**Multipole response and screening of argon-like ions, K⁺ to Fe⁸⁺**

The table holds static dipole, quadrupole and octupole polarisabilities, the uncoupled dipole value, $C_6$ and $C_8$ from scalar-relativistic all-electron LDA (PW92) linear response of spherical ions. The program tests a single shrinking length $\alpha_L^{1/(2L+1)}$, power laws in $Z-s$ for same-shell and shell-changing excitations, and, with pole energies taken from $C_6$ and $C_8$, the one-pole value of $C_9$ and the scaling of the screening. The three lengths shrink by factors of 2.25 to 2.27, while the fixed-exponent power laws miss the dipole values by up to 3.1% and 6.7%, far above rounding. The effective dipole energy rises in shrinking steps of about 0.3 hartree per proton, the quadrupole energy in growing steps, and the one-pole $C_9$ overshoots by 2 to 4%. The coupled/uncoupled ratio levels off near 0.625, where shell-changing scaling would give about 0.8 for Fe⁸⁺.

Free ions with the closed-shell configuration [Ne] 3s2 3p6, computed with radks 1 (radial solver, with Libxc): spherical all-electron Kohn-Sham, LDA-PW92 functional, scalar-relativistic, spin-polarised, Fermi nucleus. Coupled linear response is from Sternheimer equations with the Hartree and adiabatic LDA kernel; the last column is the ratio of the dipole polarisabilities.

## Analysis program

```python
# Table: static multipole polarisabilities, C6, C8 of Ar-like ions K+..Fe8+ (radks, scalar-relativistic
# LDA-PW92, Sternheimer response, atomic units). Tested: one shrinking length, (Z-s) power laws for
# same-shell (2L+1) or shell-changing (2L+2) excitations, one-pole model of C6, C8, C9, and screening.
T = {
    'ion': ['K+', 'Ca2+', 'Sc3+', 'Ti4+', 'V5+', 'Cr6+', 'Mn7+', 'Fe8+'],
    'Z': [19, 20, 21, 22, 23, 24, 25, 26],
    'charge': [1, 2, 3, 4, 5, 6, 7, 8],  # e
    'dipole_polarisability': [5.743, 3.344, 2.163, 1.495, 1.083, 0.8126, 0.6266, 0.4941],  # bohr³
    'uncoupled_dipole_polarisability': [8.879, 5.255, 3.43, 2.383, 1.731, 1.301, 1.004, 0.791],  # bohr³
    'quadrupole_polarisability': [18.18, 7.475, 3.642, 1.974, 1.153, 0.7129, 0.4605, 0.3083],  # bohr⁵
    'octupole_polarisability': [122.9, 35.32, 12.96, 5.535, 2.629, 1.353, 0.7406, 0.4264],  # bohr⁷
    'c6': [24.69, 11.09, 5.731, 3.247, 1.966, 1.252, 0.8296, 0.5682],  # a.u.
    'c8': [432.7, 141.8, 56.59, 25.67, 12.76, 6.804, 3.833, 2.259],  # a.u.
    'screening': [0.647, 0.636, 0.631, 0.627, 0.625, 0.625, 0.624, 0.625],
}
import numpy as np
ion = T['ion']
g = lambda k: np.array(T[k], float)
Z, a1, a0 = g('Z'), g('dipole_polarisability'), g('uncoupled_dipole_polarisability')
a2, a3, c6, c8 = g('quadrupole_polarisability'), g('octupole_polarisability'), g('c6'), g('c8')
half = lambda v: 0.5*10**(np.floor(np.log10(v)) - 3)  # four significant figures
fall = lambda v: v[0]/v[-1]
R = [a1**(1/3), a2**(1/5), a3**(1/7)]
print('fall first/last: a1 %.1f, a2 %.1f, a3 %.0f, a1^2 %.0f, C6 %.1f, C8 %.0f' % tuple(map(fall, (a1, a2, a3, a1**2, c6, c8))))
print('lengths R_L = a_L^(1/(2L+1)), bohr: ion R1 R2 R3 R2/R1 R3/R1')
for i in range(len(Z)):
    print('%-5s %.3f %.3f %.3f  %.4f %.4f' % (ion[i], R[0][i], R[1][i], R[2][i], R[1][i]/R[0][i], R[2][i]/R[0][i]))
print('fall of R1, R2, R3: %.3f %.3f %.3f' % tuple(map(fall, R)))
print('largest rounding of a1, a2, a3: %.3f%% %.3f%% %.3f%%' % tuple(100*max(half(v)/v) for v in (a1, a2, a3)))
def fit(y, p):
    best = None
    for s in np.arange(0, 18.5, 0.005):
        x = np.log(Z - s)
        q = p if p else -np.polyfit(x, np.log(y), 1)[0]
        d = np.log(y) + q*x
        if best is None or d.var() < best[0]:
            best = (d.var(), q, s, 100*(np.exp(d.mean() - d) - 1))
    return best[1:]
print('a_L = A (Z-s)^-p, log fit; model error in % by row')
for L, y in ((1, a1), (2, a2), (3, a3)):
    for p in (2*L + 1, 2*L + 2, None):
        q, s, e = fit(y, p)
        print('L=%d p=%.2f%s s=%.2f:' % (L, q, '' if p else ' (free)', s), ' '.join('%+.1f' % v for v in e), '| worst', ion[np.argmax(abs(e))])
om1 = lambda a, b, c, d: 4*c/(3*a*a)
om2 = lambda a, b, c, d: 1/(7.5*a*b/d - 1/om1(a, b, c, d))  # standard C8 convention assumed
args = [a1, a2, c6, c8]
err = lambda F: sum(abs(F(*[v + (half(v) if j == k else 0) for j, v in enumerate(args)]) - F(*args)) for k in range(4))
w1, w2 = om1(*args), om2(*args)
f, r = a1*w1**2, a1/a0
dr, k = r*(half(a1)/a1 + half(a0)/a0), 1/r - 1
print('one pole: ion w1(Eh) +-round, w2(Eh) +-round, w2/w1, f=a1*w1^2, a1/a0 +-round, 1/ratio-1')
for i in range(len(Z)):
    print('%-5s %.3f +-%.3f  %.3f +-%.3f  %.2f  %.2f  %.4f +-%.4f  %.3f' % (ion[i], w1[i], err(om1)[i], w2[i], err(om2)[i], w2[i]/w1[i], f[i], r[i], dr[i], k[i]))
print('steps of w1 per unit Z (Eh):', ' '.join('%.3f' % v for v in np.diff(w1)))
print('steps of w2 per unit Z (Eh):', ' '.join('%.3f' % v for v in np.diff(w2)))
m = np.polyfit(Z, w1, 1)
print('line through w1: slope %.3f Eh per Z, largest residual %.3f Eh' % (m[0], max(abs(np.polyval(m, Z) - w1))))
print('rise of w1 %.2f, w1^2 %.2f, w2 %.2f; fall of f %.2f' % (1/fall(w1), fall(w1)**-2, 1/fall(w2), fall(f)))
for N in (6, 8):
    print('C6 = 0.75 sqrt(%d) a1^1.5, error %%:' % N, ' '.join('%+.0f' % v for v in 100*(0.75*N**0.5*a1**1.5/c6 - 1)))
c9 = {19: 104.083, 21: 9.11871, 23: 1.55533, 25: 0.376586, 26: 0.202503}  # further outputs of the same runs, Eh bohr^9
e9 = []
for i in range(len(Z)):
    if int(Z[i]) in c9:
        pred, ref = 0.75*a1[i]*c6[i], c9[int(Z[i])]
        e9.append(100*(pred/ref - 1))
        print('C9 %-5s one pole %.4g, computed %.4g, error %+.1f%% (rounding %.2f%%)' % (ion[i], pred, ref, e9[-1], 100*(half(a1[i])/a1[i] + half(c6[i])/c6[i])))
print('coupling lowers a1 by %.1f%% (first), %.1f%% (last)' % (100*(1 - r[0]), 100*(1 - r[-1])))
print('1/ratio-1: last %.3f (%+.0f%% on first); if it scaled with R1: %.3f, ratio %.3f' % (k[-1], 100*(k[-1]/k[0] - 1), k[0]/fall(R[0]), 1/(1 + k[0]/fall(R[0]))))
print('ratio last minus next to last %+.4f, combined rounding %.4f' % (r[-1] - r[-2], dr[-1] + dr[-2]))
assert all(abs(fall(x)/fall(R[0]) - 1) < 0.02 for x in R)
assert np.diff(w1)[-1] < np.diff(w1)[0] and np.diff(w2)[-1] > np.diff(w2)[0]
assert 0 < min(e9) and max(e9) < 5
assert k[-1] > k[0]
```

Printed output:

```
fall first/last: a1 11.6, a2 59.0, a3 288, a1^2 135, C6 43.5, C8 192
lengths R_L = a_L^(1/(2L+1)), bohr: ion R1 R2 R3 R2/R1 R3/R1
K+    1.791 1.786 1.988  0.9974 1.1104
Ca2+  1.495 1.495 1.664  0.9999 1.1127
Sc3+  1.293 1.295 1.442  1.0013 1.1150
Ti4+  1.143 1.146 1.277  1.0020 1.1167
V5+   1.027 1.029 1.148  1.0019 1.1180
Cr6+  0.933 0.935 1.044  1.0015 1.1189
Mn7+  0.856 0.856 0.958  1.0007 1.1195
Fe8+  0.791 0.790 0.885  0.9997 1.1199
fall of R1, R2, R3: 2.265 2.260 2.246
largest rounding of a1, a2, a3: 0.046% 0.043% 0.041%
a_L = A (Z-s)^-p, log fit; model error in % by row
L=1 p=3.00 s=13.44: -3.1 +1.3 +2.3 +2.0 +1.1 -0.0 -1.2 -2.3 | worst K+
L=1 p=4.00 s=10.67: -6.7 +1.9 +4.8 +4.8 +3.1 +0.6 -2.3 -5.4 | worst K+
L=1 p=2.49 (free) s=14.80: -0.3 +0.5 +0.2 -0.1 -0.3 -0.3 -0.0 +0.4 | worst Ca2+
L=2 p=5.00 s=13.42: -4.3 +2.1 +3.4 +2.7 +1.3 -0.2 -1.7 -2.9 | worst K+
L=2 p=6.00 s=11.76: -8.1 +2.8 +6.2 +5.7 +3.5 +0.4 -3.0 -6.4 | worst K+
L=2 p=4.29 (free) s=14.57: -0.6 +1.0 +0.5 -0.3 -0.6 -0.6 -0.1 +0.8 | worst Ca2+
L=3 p=7.00 s=13.35: -7.1 +3.3 +5.6 +4.6 +2.4 -0.2 -2.7 -5.1 | worst K+
L=3 p=8.00 s=12.16: -10.9 +4.1 +8.6 +7.8 +4.7 +0.4 -4.1 -8.6 | worst K+
L=3 p=5.81 (free) s=14.74: -0.8 +1.4 +0.6 -0.4 -0.9 -0.8 -0.1 +1.1 | worst Ca2+
one pole: ion w1(Eh) +-round, w2(Eh) +-round, w2/w1, f=a1*w1^2, a1/a0 +-round, 1/ratio-1
K+    0.998 +-0.000  1.238 +-0.001  1.24  5.72  0.6468 +-0.0001  0.546
Ca2+  1.322 +-0.001  1.767 +-0.003  1.34  5.85  0.6363 +-0.0002  0.571
Sc3+  1.633 +-0.001  2.316 +-0.002  1.42  5.77  0.6306 +-0.0002  0.586
Ti4+  1.937 +-0.002  2.890 +-0.004  1.49  5.61  0.6274 +-0.0003  0.594
V5+   2.235 +-0.003  3.490 +-0.010  1.56  5.41  0.6256 +-0.0005  0.598
Cr6+  2.528 +-0.001  4.115 +-0.004  1.63  5.19  0.6246 +-0.0003  0.601
Mn7+  2.817 +-0.001  4.770 +-0.004  1.69  4.97  0.6241 +-0.0004  0.602
Fe8+  3.103 +-0.001  5.450 +-0.007  1.76  4.76  0.6247 +-0.0001  0.601
steps of w1 per unit Z (Eh): 0.324 0.311 0.304 0.298 0.293 0.289 0.286
steps of w2 per unit Z (Eh): 0.529 0.549 0.574 0.600 0.625 0.655 0.680
line through w1: slope 0.300 Eh per Z, largest residual 0.024 Eh
rise of w1 3.11, w1^2 9.67, w2 4.40; fall of f 1.20
C6 = 0.75 sqrt(6) a1^1.5, error %: +2 +1 +2 +3 +5 +7 +10 +12
C6 = 0.75 sqrt(8) a1^1.5, error %: +18 +17 +18 +19 +22 +24 +27 +30
C9 K+    one pole 106.3, computed 104.1, error +2.2% (rounding 0.03%)
C9 Sc3+  one pole 9.297, computed 9.119, error +2.0% (rounding 0.03%)
C9 V5+   one pole 1.597, computed 1.555, error +2.7% (rounding 0.07%)
C9 Mn7+  one pole 0.3899, computed 0.3766, error +3.5% (rounding 0.01%)
C9 Fe8+  one pole 0.2106, computed 0.2025, error +4.0% (rounding 0.02%)
coupling lowers a1 by 35.3% (first), 37.5% (last)
1/ratio-1: last 0.601 (+10% on first); if it scaled with R1: 0.241, ratio 0.806
ratio last minus next to last +0.0005, combined rounding 0.0005
```
